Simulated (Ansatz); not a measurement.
# Gate voltage and capacitance of a graphene monolayer charged by two gates, from plane-wave LDA

The usual rule of thumb treats a gated sheet as a parallel-plate capacitor: the voltage is proportional to the induced charge, and the width of the gap fixes the capacitance. Graphene puts this to the test, because it has few electronic states near its neutral Fermi level and filling them costs additional voltage. The point matters for transistors and sensors with very thin dielectrics, where this cost is not small beside the voltage across the gap. The calculations give the gate voltage relative to that of the neutral layer, with electrons counted as positive carrier density and holes as negative. The capacitance is compared with 3.54 μF/cm², the value for a vacuum gap of 5 Å on each side.

## How the numbers were made

Ansatz 0.2.0, plane-wave Kohn-Sham DFT with its default PAW datasets, LDA, Coulomb interaction cut off along the normal. The layer is relaxed neutral (cell and atoms), then held. Two charged sheets, each with half the counter-charge, stand 5 Å outside the outermost atoms on both sides, behind a model barrier of 10 eV placed 1.5 Å nearer; the layer holds the opposite charge. Mesh 84×84×1, Fermi-Dirac smearing of 0.050 eV, spin-paired, no spin-orbit coupling. The voltage is read from the planar potential behind the sheets (their mean) against the layer's Fermi level.

Notes on method and selection:

- A vacuum gap of 5 Å on each side alone has a capacitance of 3.54 μF/cm².
- The capacitance is the series of the electrostatic and the quantum capacitance; at few carriers the latter depends on mesh and smearing.
- Densities at which electrons spill towards the barrier, and series whose voltage is not monotonic, are not listed.
- Runs in which the search for lower states was switched off are not listed.
- Work functions and vacuum levels are read from the electrostatic potential (Hartree and local ionic parts), which a warning of a rough exchange-correlation potential in thin density does not concern.
- The default PAW datasets of this version of Ansatz are the set soft_2.
- Runs that did not converge, have known faults or may not be shown are not listed, and runs on Ansatz's PAW sets soft_1 and soft_2 are kept to separate tables.

Columns:

- carrier density (10¹³ cm⁻²): electrons added per area, negative for holes.
- gate voltage (V): gate voltage less that of the neutral layer.
- capacitance (μF/cm²): differential capacitance e·Δn/ΔV from the previous row to this one.
- equivalent distance (Å): vacuum distance with that capacitance, 2ε₀/C.

## Results

| member | carrier density (10¹³ cm⁻²) | gate voltage (V) | capacitance (μF/cm²) | equivalent distance (Å) |
| --- | --- | --- | --- | --- |
| −11 | −11 | −4.859 | – | – |
| −7 | −7 | −3.254 | 3.99 | 4.43 |
| −4 | −4 | −2.006 | 3.85 | 4.60 |
| −2 | −2 | −1.125 | 3.64 | 4.87 |
| −1 | −1 | −0.646 | 3.35 | 5.29 |
| +0 | 0 | 0.000 | 2.48 | 7.14 |
| +2 | 2 | 1.116 | 2.87 | 6.16 |
| +6 | 6 | ? | ? | ? |

Cells marked ? are withheld until the estimate has been made.

Least-squares fits to the members shown, with x = carrier density (10¹³ cm⁻²); R² and errors in the fitted variable (y, or ln y where the fit is in ln y):

| y | members | fit | R² | rms residual | leave-one-out rms | the same for the mean of the others |
| --- | --- | --- | --- | --- | --- | --- |
| gate voltage (V) | 7 | y = −0.05408 + 0.4520 x | 0.99 | 0.16 | 0.27 | 2.2 |
| capacitance (μF/cm²) | 6 | y = 3.049 − 0.1572 x | 0.71 | 0.29 | 0.42 | 0.64 |

## What drives the series

The voltage rises with carrier density in every step shown, but not in proportion to it. The first 10¹³ holes per cm² take 0.646 V, whereas between −7 and −11 the cost per 10¹³ cm⁻² is (4.859 − 3.254) / 4 = 0.401 V. The differential capacitance accordingly grows from 2.48 μF/cm² next to neutrality to 3.99 μF/cm² at the largest hole densities. It is below the vacuum-gap value in the steps nearest neutrality and above it from a hole density of 2 upwards.

Two contributions in series account for this. In graphene's nearly linear bands the number of carriers grows as the square of the Fermi-level shift, so the shift grows as the square root of the density. The electrostatic part is nearly linear. With n the magnitude of the density in 10¹³ cm⁻², the magnitude of the voltage is then V = a n + b √n. The rows at −4 and −7 give a = (3.254 − 2.006 × √7 / 2) / (7 − 2 × √7) = 0.3514 V and b = (2.006 − 4 × 0.3514) / 2 = 0.3002 V. The Fermi-level shift of linear bands is ħv√(πn); with an LDA band slope ħv of roughly 5.5 eV Å and 10¹³ cm⁻² equal to 0.001 Å⁻², b should be about 5.5 × √(3.14 × 0.001) = 0.31 V, in agreement.

The linear term alone corresponds to a capacitance of 3.99 × 0.401 / 0.351 = 4.56 μF/cm², or a distance of 5 × 3.54 / 4.56 = 3.88 Å. This is about 1.1 Å less than the gap measured from the carbon plane. The sign is as expected, since the induced charge sits in π orbitals that extend towards the gates. The low density of states reduces the total capacitance, while the outward position of the charge raises it.

The straight-line fit has a slope of 0.4520 V per 10¹³ cm⁻², almost that of the bare vacuum gap, because these two effects nearly cancel on average. The capacitances 2.48 and 2.87 μF/cm² on either side of neutrality are no sign of a strong electron–hole difference, as they span steps of different width: two units of holes take 1.125 V and two of electrons 1.116 V.

## Prediction

Plain estimates from the members shown:

- +6, fit at x = 6: 2.658 V (an extrapolation)

The straight-line estimate of 2.658 V is probably too low. It would require a slope of (2.658 − 1.116) / 4 = 0.386 V per 10¹³ cm⁻² between +2 and +6, smaller than the 0.401 V found between the two largest hole densities, where the square-root term has flattened further.

The two-term formula is the better route. With a and b taken from −4 and −7, it gives 0.3514 × 11 + 0.3002 × √11 = 4.861 V in magnitude at −11 and 0.3514 × 2 + 0.3002 × √2 = 1.127 V at −2, against 4.859 and 1.125 V in the table. At a density of 6 it gives 0.3514 × 6 + 0.3002 × √6 = 2.844 V for holes.

Electrons need slightly less voltage than holes, by 1.125 − 1.116 = 0.009 V at a density of 2. An asymmetry of the bands about the crossing point adds a term proportional to the square of the wave vector, hence to the density. The difference at 6 is then 0.009 × 6 / 2 = 0.027 V, which leaves 2.844 − 0.027 = 2.817 V, rounded to 2.82 V.

The growth of this difference is the main uncertainty. If it stayed constant the result would be 2.844 − 0.009 = 2.835 V; if it grew as the square of the density, as it would if added electrons moved the charge steadily outwards, it would be 2.844 − 0.009 × 9 = 2.763 V. Half of that spread, about 0.04 V, is taken as the standard deviation; the misses of the formula on the hole side are much smaller.

**Committed estimate, +6: gate voltage = 2.82 ± 0.04 V.**

## The withheld result

| member | carrier density (10¹³ cm⁻²) | gate voltage (V) | capacitance (μF/cm²) | equivalent distance (Å) |
| --- | --- | --- | --- | --- |
| +6 | 6 | 2.809 | 3.79 | 4.68 |

| member | estimate | gate voltage (V) | computed | estimate − computed | miss in error bars |
| --- | --- | --- | --- | --- | --- |
| +6 | committed | 2.820 | 2.809 | +0.011 | 0.3 |
| +6 | fit | 2.658 | 2.809 | −0.151 |  |

The computed voltage at +6 is 2.809 V. The estimate of 2.82 ± 0.04 V is 0.011 V too high, well inside its error bar, while the straight-line fit is 0.151 V too low.

The two-term formula carried over from holes to electrons. Without any correction it gives 2.84 V, about 0.03 V above the result. The correction for electrons, taken to grow in proportion to the density, removed most of that difference. A constant correction would have given 2.835 V and a quadratic one 2.763 V, both farther from the result.

This supports the assumed growth but not the cause given for it. Flatter bands above the crossing point would lower the electron voltage, but so would added charge lying farther out towards the gates, and two electron densities are too few to tell these apart.

The cost per 10¹³ cm⁻² falls from 1.116 / 2 = 0.558 V in the first electron step to (2.809 − 1.116) / 4 = 0.423 V in the second. The differential capacitance thus passes the vacuum-gap value on the electron side too, as expected when the density of states grows away from neutrality.

## Members off the line

Least-squares fits to the whole series, with x = carrier density (10¹³ cm⁻²); R² and errors in the fitted variable (y, or ln y where the fit is in ln y):

| y | members | fit | R² | rms residual | leave-one-out rms | the same for the mean of the others |
| --- | --- | --- | --- | --- | --- | --- |
| gate voltage (V) | 8 | y = −0.02178 + 0.4583 x | 1.00 | 0.15 | 0.22 | 2.6 |
| capacitance (μF/cm²) | 7 | y = 3.384 − 0.04706 x | 0.12 | 0.49 | 0.82 | 0.61 (fit no better) |

Largest departures from the fit to the whole series:

| member | gate voltage (V) | fit | computed − fit | in rms residuals |
| --- | --- | --- | --- | --- |
| +2 | 1.116 | 0.895 | +0.221 | 1.5 |
| −11 | −4.859 | −5.063 | +0.204 | 1.3 |
| −2 | −1.125 | −0.938 | −0.187 | 1.2 |
| −1 | −0.646 | −0.480 | −0.166 | 1.1 |

The largest departures from the straight line are +0.221 V at +2, +0.204 V at −11 and −0.187 V at −2. None exceeds 1.5 rms residuals, and together they trace the curvature that a line cannot follow. At ±2 the voltage is larger in magnitude than the line gives, because the square-root term rises steeply at low density. At −11 it is smaller in magnitude, because that term has flattened. The two-term formula, with its constants taken from −4 and −7, meets the other three hole rows to within about 0.006 V, so these rows need no separate explanation.

The capacitance has no useful linear trend: its fit does no better than the mean of the others. It is low around neutrality and higher on both sides, a shape to which a line in the signed density is unsuited. The lowest value, 2.48 μF/cm², belongs to the narrow step between −1 and neutrality. It is an average over that step, not the capacitance at the neutral point, and it is also the value most exposed to mesh and smearing.

## Conclusions

For this geometry the magnitude of the voltage follows 0.351 n + 0.300 √n, in volts with n in 10¹³ cm⁻². This holds to about 0.01 V for holes from 1 to 11 and to about 0.04 V for the two electron densities. Larger electron densities, where charge may spill towards the barrier, are not covered.

In practice, a density of 10¹³ cm⁻² is a charge of 1.60 μC/cm², so the bare gap would need 7 × 1.60 / 3.54 = 3.16 V for 7 units and 11 × 1.60 / 3.54 = 4.97 V for 11. Graphene needs 3.254 and 4.859 V. The total voltage therefore changes from above to below that of the bare gap between these hole densities, although the differential capacitance exceeds 3.54 μF/cm² much earlier.

One effect left out can be sized, and it is small beside the voltage range of the table: electron interactions beyond LDA steepen the bands by roughly 10 to 20%, which would add about 0.03 to 0.06 V at n = 1.
